Three levels in the orbital ladder of tert-butyl trichlorosilyl telluride are hidden: −13, −12 and −4. Can their neighbours and the shape of the molecule place them, and can one say how far exact exchange will move them?

One limit comes first. Levels are matched between methods by their order in energy, so a shift belongs to a place in the order, and two orbitals of different character may have changed places. Nor are these levels to set against a photoelectron spectrum: B3LYP places occupied levels well above the negative ionisation energies, and spin–orbit coupling, which matters for tellurium, is absent.

Orbital energies of tert-butyl trichlorosilyl telluride, computed with Ansatz 0.2.0 in the def2-TZVPP basis (def2 core potential on Te) at the PBE0-D4/def2-TZVP geometry. Orbitals are counted from the HOMO (0; the LUMO is 1) and matched between methods by energy order. Exact exchange is 20 % in B3LYP, 100 % in HF and, in CAM-B3LYP, 19 % at short and 65 % at long range.

| orbital index | B3LYP (eV) | CAM-B3LYP (eV) | HF (eV) | HF less B3LYP (eV) |
| --- | --- | --- | --- | --- |
| -14 | -11.66 | -13.40 | -15.54 | -3.88 |
| -13 | ? | ? | ? | ? |
| -12 | ? | ? | ? | ? |
| -11 | -10.60 | -12.37 | -14.59 | -3.99 |
| -10 | -10.54 | -12.24 | -14.42 | -3.89 |
| -9 | -9.94 | -11.64 | -13.71 | -3.78 |
| -8 | -9.84 | -11.54 | -13.62 | -3.78 |
| -7 | -9.78 | -11.48 | -13.57 | -3.78 |
| -6 | -9.74 | -11.42 | -13.49 | -3.75 |
| -5 | -9.19 | -10.85 | -12.82 | -3.64 |
| -4 | ? | ? | ? | ? |
| -3 | -8.82 | -10.49 | -12.46 | -3.64 |
| -2 | -8.29 | -9.73 | -11.09 | -2.79 |
| -1 | -7.85 | -9.25 | -10.36 | -2.51 |
| 0 | -6.32 | -7.77 | -8.76 | -2.44 |
| 1 | -1.47 | -0.25 | 2.04 | 3.51 |

**From −14 to −10: a wide gap with two levels in it**

Order alone confines −13 and −12 to the space between −14 and −11. In B3LYP this runs from −11.66 to −10.60 eV. Anything sharper needs an argument about character, which has to come from counting.

The 56 valence electrons fill 28 orbitals. Nine are mainly of s type. The other 19 can be sorted into a tellurium lone pair, two bonds to tellurium, six chlorine lone pairs, two Si–Cl bonding levels and eight levels of the tert-butyl group. Both the SiCl₃ and the tert-butyl end have nearly threefold symmetry, which makes many of their levels come in pairs of almost equal energy. The bent C–Te–Si link spoils the symmetry a little and should split the pairs slightly.

I take −13 and −12 to be such a pair on the tert-butyl group, split by about 0.1 eV or less. Nothing known fixes its place, so I put it in the middle of the gap. With the typical small spacing of the known levels, the pair is predicted at −11.16 and −11.10 eV in B3LYP, each ±0.31 eV. That bar is the gap width divided by √12, the standard deviation of a position about which nothing more is known. HF less B3LYP should be close to that of the neighbours; the numerical estimates are −3.95 and −3.92 eV, ±0.11 eV, where the bar is the standard deviation of the known shifts from −14 to −3.

**From −9 to −3: a triplet with one member missing**

The levels from −9 to −6 lie within 0.20 eV of each other in B3LYP. Above them stand −5 and −3, with −4 hidden between. In a tetrahedral SiCl₄ unit the highest chlorine lone pairs form a set of three. Replacing one chlorine by tellurium should split this set into a single level and a pair.

The pair can mix with tellurium p orbitals, which lie higher and push it down; the single level has the wrong symmetry to do so. I therefore take −3 as the single level. Then −4 is the partner of −5 and lies much nearer to it than to −3. The prediction is −9.13 ± 0.10 eV in B3LYP, where the bar is the largest of the known small spacings. Even spacing would give −9.00 ± 0.11 eV instead. Since −5 and −3 both shift by −3.64 eV from B3LYP to HF, −4 should do nearly the same.

**From −2 to 0: the shift changes abruptly**

Between −3 and −2 the shift from B3LYP to HF weakens by 0.85 eV, while that from B3LYP to CAM-B3LYP weakens by only 0.23 eV. A steady trend with depth does not explain this: a shift linear in the B3LYP energy misses −1 by 0.44 eV.

A likely reason is that the top three levels belong mostly to tellurium, whose outer orbitals are diffuse. Let J be the repulsion of an orbital's charge cloud with itself. Approximate exchange removes this self-repulsion incompletely from an occupied level, which leaves it too high. An empty level has no self-repulsion to remove, but approximate exchange attracts it all the same and leaves it too low. If approximate exchange is treated as linear in the orbital's occupation, a further fraction a of exact exchange lowers an occupied level by aJ/2 and raises an empty one by as much. A diffuse cloud has a small J and moves less. For a level spread over several like atoms, such as the three chlorines, J has to be read as the self-repulsion of the piece on one atom: exchange with the other filled orbitals of the set makes up for the spreading.

From B3LYP to HF the fraction rises by 0.80, so an occupied level shifts by −0.40 J + c. The constant c is common to all levels. It may reflect the correlation potential that HF lacks, but it absorbs other errors too. CAM-B3LYP removes 0.01 of exact exchange at all distances and adds 0.46 at long range, a net gain of 0.45 there. With J_lr for the long-range part of J, its shift is −(0.46 J_lr − 0.01 J)/2.

For a Gaussian cloud, J fixes J_lr. As the cloud shrinks, J grows without limit but J_lr levels off, because the long-range part of the repulsion stays finite even at zero distance. Compact orbitals should therefore respond strongly to HF and only a little more than diffuse ones to CAM-B3LYP, which is the pattern at the step.

With c = +0.81 eV, fitted to the known occupied rows, the model gives their CAM-B3LYP shifts to 0.029 eV root mean square. The worst is −2, off by 0.06 eV. A straight line between the two shifts, with two fitted constants, does slightly better at 0.022 eV, so the good fit does not prove the mechanism.

**Index 1: the empty level goes the other way**

The LUMO rises, as the argument requires, and the gap to the HOMO widens from 4.85 eV in B3LYP to 10.80 eV in HF. The model, not fitted to this row, puts the CAM-B3LYP shift at 1.26 eV; the computed one is 1.22 eV. The straight line, with its sign reversed for an empty level, gives 0.222 × 3.51 + 0.86 = 1.64 eV. But this reversal also flips the sign of c, which the model keeps the same for all levels. With c kept, the line gives 0.222 × (3.51 − 2 × 0.81) + 0.86 = 1.28 eV, nearly as close as the model. The LUMO therefore does not single out the Gaussian picture. It is a weak test in any case: at +2.04 eV the HF level is unbound, and its energy depends on the basis set.

**The hidden levels**

The withheld rows as computed:

| orbital index | B3LYP (eV) | CAM-B3LYP (eV) | HF (eV) | HF less B3LYP (eV) |
| --- | --- | --- | --- | --- |
| -13 | -11.26 | -13.01 | -15.31 | -4.05 |
| -12 | -11.11 | -12.85 | -15.18 | -4.07 |
| -4 | -9.16 | -10.84 | -12.82 | -3.65 |

Level −4 is a clear hit. In B3LYP it lies at −9.16 eV, 0.03 eV below the prediction and 0.03 eV above −5. In HF the two coincide to the digits given. Even spacing misses by 0.16 eV in B3LYP, more than its own bar. The near-equal energies support the pair, though only the orbitals themselves could confirm that it sits on chlorine. The shift, −3.65 eV, is also as forecast.

The deeper two are a mixed result. All their energies fall within the bars, but the bars were wide. The centre of the two lies below the middle of the gap, and their splitting is 0.15 eV in B3LYP and 0.13 eV in HF, larger than forecast. Even spacing would have placed −13 better and −12 worse in all three methods. These levels therefore do not establish the pair. A stronger distortion by the bent link, or mixing with other levels, could explain the splitting; the table cannot decide.

Their shifts, −4.05 and −4.07 eV, are more negative than any in the known rows. The estimates were too small in size, and −12 misses by 0.15 eV, outside the bar of 0.11 eV. The estimate was in effect an interpolation between −14 and −11, so it could not go beyond both. Perhaps these two orbitals are more compact than their neighbours, but that is a guess.

**Level −4 worked through**

Once its B3LYP and HF energies are known, −4 can test the link to CAM-B3LYP; it took no part in the fit.

- The HF shift gives J = (3.65 + 0.81)/0.40 ≈ 11.2 eV. This is a working number of the model, not a measured repulsion.
- The Gaussian relation turns it into J_lr ≈ 7.5 eV.
- The CAM-B3LYP shift is then −(0.46 × 7.5 − 0.01 × 11.2)/2 ≈ −1.67 eV.

Added to −9.16 eV, this gives −10.83 eV; the computed level is −10.84 eV. For −13 and −12 the same steps miss by 0.02 and 0.01 eV. The straight line does as well here: for −4 it gives −0.222 × 3.65 − 0.86 = −1.67 eV. The test supports a regular link between the shifts, not the Gaussian picture in particular. The output of the analysis, printed below, covers every row.

For a related molecule, the argument suggests that a more compact lone pair, such as that of sulfur in place of tellurium, would shift more from B3LYP to HF, with a smaller change in its CAM-B3LYP shift.

The top of the ladder leaves a question open. From B3LYP to HF the HOMO moves less than −1, by 2.44 against 2.51 eV, but from B3LYP to CAM-B3LYP it moves more, by 1.45 against 1.40 eV. A model in which one size fixes both shifts cannot reverse that order. Does the shape of the tellurium lone pair do it, or do the orbitals mix differently in each method?

Numerical output:

```
energies in eV; rounding floor 0.005 per value, 0.01 per difference
ceiling |CAM-B3LYP| 2.33; fitted offset c +0.81 (known occupied rows only)
idx  CAM-B3  HF-B3  ratio  model  resid
-14  -1.74  -3.88   0.45  -1.70  +0.04
-11  -1.77  -3.99   0.44  -1.72  +0.05
-10  -1.70  -3.89   0.44  -1.71  -0.01
 -9  -1.70  -3.78   0.45  -1.69  +0.01
 -8  -1.70  -3.78   0.45  -1.69  +0.01
 -7  -1.70  -3.78   0.45  -1.69  +0.01
 -6  -1.68  -3.75   0.45  -1.68  -0.00
 -5  -1.66  -3.64   0.46  -1.67  -0.01
 -3  -1.67  -3.64   0.46  -1.67  +0.00
 -2  -1.44  -2.79   0.52  -1.50  -0.06
 -1  -1.40  -2.51   0.56  -1.44  -0.04
  0  -1.45  -2.44   0.59  -1.42  +0.03
  1   1.22   3.51   0.35   1.26  +0.04
Gaussian+c: rms occ 0.029, worst idx -2 -0.06, LUMO (unfitted) +0.04
Gaussian c=0: rms occ 0.175, worst idx 0 +0.28, LUMO (unfitted) +0.26
proportional 0.463: rms occ 0.133, worst idx 0 +0.32, LUMO (unfitted) +0.40
affine 0.222x-0.86: rms occ 0.022, worst idx 0 +0.05, LUMO (unfitted) -1.30
stretch HF-B3 vs B3: slope 0.355, rms 0.24, worst idx -1 -0.44
step -2 to -3: HF-B3 -0.85, CAM-B3 -0.23
HOMO-LUMO gap: B3LYP 4.85, CAM 7.52, HF 10.80
deep shifts: mean -3.79, sd 0.11; close pairs start at idx [-11, -9, -8, -7]
col idx [bracket] pair pred+-bar | even pred+-bar | computed | miss pair, even
B3 -13 [-11.66,-10.60] -11.16+-0.31 | -11.31+-0.25 | -11.26 | +0.10, -0.05
B3 -12 [-11.66,-10.60] -11.10+-0.31 | -10.95+-0.25 | -11.11 | +0.01, +0.16
B3 -4 [-9.19,-8.82] -9.13+-0.10 | -9.00+-0.11 | -9.16 | +0.03, +0.16
B3 splits: predicted 0.06; -12/-13 0.15, -13/-14 0.40, -4/-5 0.03, -3/-4 0.34
CAM -13 [-13.40,-12.37] -12.93+-0.30 | -13.06+-0.24 | -13.01 | +0.08, -0.05
CAM -12 [-13.40,-12.37] -12.84+-0.30 | -12.71+-0.24 | -12.85 | +0.01, +0.14
CAM -4 [-10.85,-10.49] -10.77+-0.13 | -10.67+-0.10 | -10.84 | +0.07, +0.17
CAM splits: predicted 0.08; -12/-13 0.16, -13/-14 0.39, -4/-5 0.01, -3/-4 0.35
HF -13 [-15.54,-14.59] -15.11+-0.27 | -15.22+-0.22 | -15.31 | +0.20, +0.09
HF -12 [-15.54,-14.59] -15.02+-0.27 | -14.91+-0.22 | -15.18 | +0.16, +0.27
HF -4 [-12.82,-12.46] -12.73+-0.17 | -12.64+-0.10 | -12.82 | +0.09, +0.18
HF splits: predicted 0.09; -12/-13 0.13, -13/-14 0.23, -4/-5 0.00, -3/-4 0.36
idx -13 shift -3.95+-0.11, computed -4.05, miss +0.10; CAM given B3,HF -12.99+-0.03, miss +0.02
idx -12 shift -3.92+-0.11, computed -4.07, miss +0.15; CAM given B3,HF -12.84+-0.03, miss +0.01
idx -4 shift -3.61+-0.11, computed -3.65, miss +0.04; CAM given B3,HF -10.83+-0.03, miss +0.01
```
